**Mo⁴⁺ among three planar point charges: a flat spin-orbit gap and a rising χT**

The table holds the first excitation and the powder χT at 2, 50 and 300 K of Mo⁴⁺ (4d²) for ten distances of three charges of −1.5 e, from state-averaged CASSCF(4d) with spin-orbit state interaction (OpenMolcas, ANO-RCC-VDZP, DKH2). The program splits χT into a temperature-independent part and a thermal remainder, compares the spin-orbit lowerings of the A₁ ground level and the E doublet, and sets the temperature-independent part against a spin-only triplet. For 2.00 and 2.23 Å it diagonalises $(\zeta/2)\,\mathbf L\cdot\mathbf S$ over the thirty triplet states, using term energies and ³F weights of the same runs, with ζ read from one spin-orbit level and nothing else fitted. The gap varies by only 10 cm⁻¹ because both levels sink by nearly equal amounts, and the rise of χT at 300 K comes from the temperature-independent part, which is 7 to 13 times below the spin-only value. In the estimate the spin and orbital elements between A₁ and E almost cancel; it overshoots the temperature-independent part by 5 to 9 % and undershoots the gap by 39 to 48 cm⁻¹.

Calculated values. Spin-orbit levels of Mo⁴⁺ amid three point charges of −1.5 e in a regular trigonal-planar arrangement, from OpenMolcas 26.06: state-averaged CASSCF (two electrons in the five 4d orbitals), ANO-RCC-VDZP, DKH2, point nucleus, spin-orbit state interaction with atomic mean-field integrals. χT is the powder susceptibility times temperature by Van Vleck's formula.

## Numerical check

```python
# Table: Mo4+ (4d2) in three planar charges of -1.5 e; first excitation and powder chiT at 2, 50, 300 K versus distance.
# OpenMolcas SA-CASSCF(4d) + spin-orbit RASSI, ANO-RCC-VDZP, DKH2. Tested: flat gap, split of chiT into TIP and
# thermal part, and a triplet-only (zeta/2)L.S estimate built from the term energies of the same runs.
T = {
    'charge_distance': [1.76, 1.92, 2.0, 2.03, 2.04, 2.09, 2.2, 2.23, 2.36, 2.37],  # Å
    'gap': [574, 570, 574, 575, 576, 578, 579, 578, 570, 569],  # 1/cm
    'chi_2': [0.0, 0.0, 0.0, 0.0, 0.0, 0.0, 0.001, 0.001, 0.001, 0.001],  # cm3 K/mol
    'chi_50': [0.009, 0.01, 0.011, 0.011, 0.011, 0.012, 0.013, 0.014, 0.017, 0.017],  # cm3 K/mol
    'chi_300': [0.115, 0.121, 0.123, 0.123, 0.124, 0.125, 0.13, 0.132, 0.144, 0.145],  # cm3 K/mol
}
import numpy as np
from scipy import constants as sc
R, gap, c2, c50, c300 = (np.array(T[k], float) for k in ("charge_distance", "gap", "chi_2", "chi_50", "chi_300"))
C0 = 0.1*sc.N_A*sc.value("Bohr magneton")**2/(sc.h*sc.c*100)   # cm3/mol x cm-1
kB = sc.k/(sc.h*sc.c*100); ge = -sc.value("electron g factor")
# further outputs of the same runs: chiT at 20 K; spin-orbit lowering of the ground level (cm-1)
c20 = np.array([36209, 41474, 43978, 45064, 45450, 47582, 53643, 55652, 66200, 67135])*1e-7
low = np.array([1212.9, 1244.8, 1281.4, 1297.1, 1302.5, 1330.5, 1395.9, 1414.1, 1492.1, 1497.9])
tip = c20/20; rest = c300 - 300*tip
print("rounding of the table: gap 0.5 cm-1, chiT 0.0005 cm3 K/mol; TIP = chiT(20 K)/20 K")
print("R/A  gap  lowering A1, E /cm-1 | TIP/1e-4 cm3/mol  2*TIP  50*TIP-chi50  300*TIP  remainder  TIP share  spin-only/TIP")
for i in range(len(R)):
    print(f"{R[i]:.2f} {gap[i]:.0f} {low[i]:.0f} {low[i]-gap[i]:.0f} | {tip[i]*1e4:.2f} {2*tip[i]:.5f} {50*tip[i]-c50[i]:+.4f} {300*tip[i]:.3f} {rest[i]:.3f} {30000*tip[i]/c300[i]:.0f}% {4*C0*ge**2/(3*gap[i]*tip[i]):.1f}")
print(f"gap range {np.ptp(gap):.0f} cm-1 ({100*np.ptp(gap)/gap.mean():.1f}% of mean {gap.mean():.0f}); lowering first to last: A1 {low[-1]-low[0]:+.0f}, E {low[-1]-gap[-1]-low[0]+gap[0]:+.0f} cm-1")
print(f"last/first: TIP x{tip[-1]/tip[0]:.2f}, chi300 x{c300[-1]/c300[0]:.2f}; chi300 change {c300[-1]-c300[0]:+.3f} = TIP {300*(tip[-1]-tip[0]):+.3f}, remainder {rest[-1]-rest[0]:+.3f}")
p = 2*np.exp(-gap/(kB*300)); p /= 1 + p
print(f"kT(300 K) {kB*300:.0f} cm-1; doublet population {100*p.min():.1f} to {100*p.max():.1f}%; spin-only chiT of a free triplet {C0/kB*ge**2*2/3:.2f}")
print(f"limits of the A1-E element of Lx+gSx: spin triplet {ge:+.2f}, 3F2 {-2/3*3**0.5:+.2f}")
assert np.ptp(gap) < 0.03*gap.mean() and np.all(np.diff(low) > 0)
assert np.all(np.diff(c300) >= 0) and rest[-1] < rest[0] and np.all(abs(50*tip - c50) < 0.0006)
def ops(j):
    m = np.arange(j, -j-1, -1); return np.diag(1.0*m), np.diag(np.sqrt(j*(j+1.0) - m[1:]*(m[1:]+1)), 1)
lz, lp = ops(2); Sz, Sp = ops(1); I5, I3, I10 = np.eye(5), np.eye(3), np.eye(10)
pairs = [(a, b) for a in range(2, -3, -1) for b in range(a-1, -3, -1)]
P = np.array([np.kron(I5[2-a], I5[2-b]) - np.kron(I5[2-b], I5[2-a]) for a, b in pairs]).T/2**0.5
Lz, Lp = (P.T@(np.kron(o, I5) + np.kron(I5, o))@P for o in (lz, lp)); L2 = Lp.T@Lp + Lz@Lz + Lz
# further outputs: terms |ML|=0,1 (lower, upper, F weight), 2, 3 (mean); A2 level; 3A2 weight in A1 and E; gz of E
run = {2.00: ((0, 31039.2, .91422), (1104.7, 17140.7, .81798), 7208.6, 9028.0, 1922.9, .58636, .71536, 3.4197),
       2.23: ((0, 25426.3, .93615), (968.7, 15167.9, .88731), 4782.7, 6196.6, 1911.8, .56083, .65355, 3.2718)}
for r, d in run.items():
    i = np.argmin(abs(R - r)); zeta = 2*(low[i] + d[1][0] - d[4]); H0 = np.zeros((10, 10)); lo = {}
    for M, fav in ((0, (1, -1)), (1, (1, 0)), (-1, (0, -1))):
        ix = [k for k, q in enumerate(pairs) if sum(q) == M]; u = np.linalg.eigh(L2[np.ix_(ix, ix)])[1]
        Pv, Fv = I10[:, ix]@u[:, 0], I10[:, ix]@u[:, 1]; k = pairs.index(fav); Pv = Pv*np.sign(Pv[k]*Fv[k])
        a, b, w = d[abs(M)]; v = w**.5*Fv + (1-w)**.5*Pv; vu = (1-w)**.5*Fv - w**.5*Pv
        H0 += a*np.outer(v, v) + b*np.outer(vu, vu); lo[M] = (v, v[k]**2)
    for k, q in enumerate(pairs):
        if abs(sum(q)) > 1: H0[k, k] = d[abs(sum(q))]
    E, V = np.linalg.eigh(np.kron(H0, I3) + zeta/2*(np.kron(Lz, Sz) + (np.kron(Lp, Sp.T) + np.kron(Lp.T, Sp))/2))
    lx, sx = V.T@np.kron(Lp + Lp.T, I3)@V/2, ge*V.T@np.kron(I10, Sp + Sp.T)@V/2
    mz = V.T@(np.kron(Lz, I3) + ge*np.kron(I10, Sz))@V; m2 = (2*(lx + sx)**2 + mz**2)/3
    W = np.diag(V.T@np.kron(np.outer(lo[0][0], lo[0][0]), I3)@V); e = E - E[0]
    s = np.linalg.norm(sx[0, 1:3]); o = lx[0, 1:3]@sx[0, 1:3]/s; t = 2e4*C0*m2[0, 1:]/e[1:]
    D = e[None, :] - e[:, None]; deg = abs(D) < 1e-3; b = np.exp(-e/(kB*300)); b /= b.sum()
    x300 = C0*b@(m2*np.where(deg, 1/kB, 600/np.where(deg, 1, D))).sum(1)
    print(f"--- R = {r:.2f} A: zeta from A2 level {zeta:.0f} cm-1; 3E/zeta {d[1][0]/zeta:.2f}; e''-a1' from |ML|=3 minus 2: {d[3]-d[2]:.0f} cm-1")
    print(f"weight of (xz,yz)^2 in 3A2 {lo[0][1]:.2f}, of (z2)(xz,yz) in 3E {lo[1][1]:.2f}; run: gz/2-1 = {d[7]/2-1:.3f} against 3A2 weight in E {d[6]:.3f}")
    print(f"run: Curie part of the doublet at 300 K {C0/kB/3*(d[7]/2)**2*p[i]:.3f} of remainder {rest[i]:.3f} cm3 K/mol")
    print(f"estimate/run: gap {e[1]:.0f}/{gap[i]:.0f} ({e[1]-gap[i]:+.0f}), lowering {-E[0]:.0f}/{low[i]:.0f} ({-E[0]-low[i]:+.0f}) cm-1")
    print(f"estimate/run: 3A2 in A1 {W[0]:.3f}/{d[5]:.3f}, in E {W[1]:.3f}/{d[6]:.3f}, gz {2*np.linalg.eigvalsh(mz[1:3, 1:3]).max():.2f}/{d[7]:.2f}")
    print(f"estimate/run: TIP {t.sum():.2f}/{tip[i]*1e4:.2f} e-4 ({100*(t.sum()/tip[i]/1e4-1):+.0f}%), chi300 {x300:.3f}/{c300[i]:.3f} ({100*(x300/c300[i]-1):+.0f}%)")
    print(f"estimate, A1-E element: spin {s:+.2f}, orbit {o:+.2f}, sum {s+o:+.2f}")
    print(f"estimate, TIP/1e-4 from first E {t[:2].sum():.2f}, A2 {t[2]:.2f}, other levels under 4000 cm-1 {t[3:][e[4:] < 4000].sum():.2f}, higher {t[3:][e[4:] >= 4000].sum():.2f}")
    assert o < 0 and abs(s + o) < 0.3*s
a, b = run[2.00], run[2.23]
print(f"terms 2.23/2.00: 3E |ML|=1 x{b[1][0]/a[1][0]:.2f}, |ML|=2 x{b[2]/a[2]:.2f}, |ML|=3 x{b[3]/a[3]:.2f}")
```

Printed output:

```
rounding of the table: gap 0.5 cm-1, chiT 0.0005 cm3 K/mol; TIP = chiT(20 K)/20 K
R/A  gap  lowering A1, E /cm-1 | TIP/1e-4 cm3/mol  2*TIP  50*TIP-chi50  300*TIP  remainder  TIP share  spin-only/TIP
1.76 574 1213 639 | 1.81 0.00036 +0.0001 0.054 0.061 47% 13.4
1.92 570 1245 675 | 2.07 0.00041 +0.0004 0.062 0.059 51% 11.8
2.00 574 1281 707 | 2.20 0.00044 -0.0000 0.066 0.057 54% 11.0
2.03 575 1297 722 | 2.25 0.00045 +0.0003 0.068 0.055 55% 10.8
2.04 576 1302 726 | 2.27 0.00045 +0.0004 0.068 0.056 55% 10.6
2.09 578 1330 752 | 2.38 0.00048 -0.0001 0.071 0.054 57% 10.1
2.20 579 1396 817 | 2.68 0.00054 +0.0004 0.080 0.050 62% 9.0
2.23 578 1414 836 | 2.78 0.00056 -0.0001 0.083 0.049 63% 8.7
2.36 570 1492 922 | 3.31 0.00066 -0.0004 0.099 0.045 69% 7.4
2.37 569 1498 929 | 3.36 0.00067 -0.0002 0.101 0.044 69% 7.3
gap range 10 cm-1 (1.7% of mean 574); lowering first to last: A1 +285, E +290 cm-1
last/first: TIP x1.85, chi300 x1.26; chi300 change +0.030 = TIP +0.046, remainder -0.016
kT(300 K) 209 cm-1; doublet population 11.1 to 11.6%; spin-only chiT of a free triplet 1.00
limits of the A1-E element of Lx+gSx: spin triplet +2.00, 3F2 -1.15
--- R = 2.00 A: zeta from A2 level 926 cm-1; 3E/zeta 1.19; e''-a1' from |ML|=3 minus 2: 1819 cm-1
weight of (xz,yz)^2 in 3A2 0.97, of (z2)(xz,yz) in 3E 0.81; run: gz/2-1 = 0.710 against 3A2 weight in E 0.715
run: Curie part of the doublet at 300 K 0.041 of remainder 0.057 cm3 K/mol
estimate/run: gap 526/574 (-48), lowering 1192/1281 (-90) cm-1
estimate/run: 3A2 in A1 0.608/0.586, in E 0.710/0.715, gz 3.41/3.42
estimate/run: TIP 2.39/2.20 e-4 (+9%), chi300 0.141/0.123 (+14%)
estimate, A1-E element: spin +1.79, orbit -1.86, sum -0.07
estimate, TIP/1e-4 from first E 0.03, A2 0.37, other levels under 4000 cm-1 1.68, higher 0.31
--- R = 2.23 A: zeta from A2 level 942 cm-1; 3E/zeta 1.03; e''-a1' from |ML|=3 minus 2: 1414 cm-1
weight of (xz,yz)^2 in 3A2 0.96, of (z2)(xz,yz) in 3E 0.73; run: gz/2-1 = 0.636 against 3A2 weight in E 0.654
run: Curie part of the doublet at 300 K 0.037 of remainder 0.049 cm3 K/mol
estimate/run: gap 539/578 (-39), lowering 1320/1414 (-94) cm-1
estimate/run: 3A2 in A1 0.581/0.561, in E 0.654/0.654, gz 3.28/3.27
estimate/run: TIP 2.92/2.78 e-4 (+5%), chi300 0.146/0.132 (+11%)
estimate, A1-E element: spin +1.76, orbit -2.01, sum -0.25
estimate, TIP/1e-4 from first E 0.39, A2 0.40, other levels under 4000 cm-1 1.85, higher 0.28
terms 2.23/2.00: 3E |ML|=1 x0.88, |ML|=2 x0.66, |ML|=3 x0.69
```
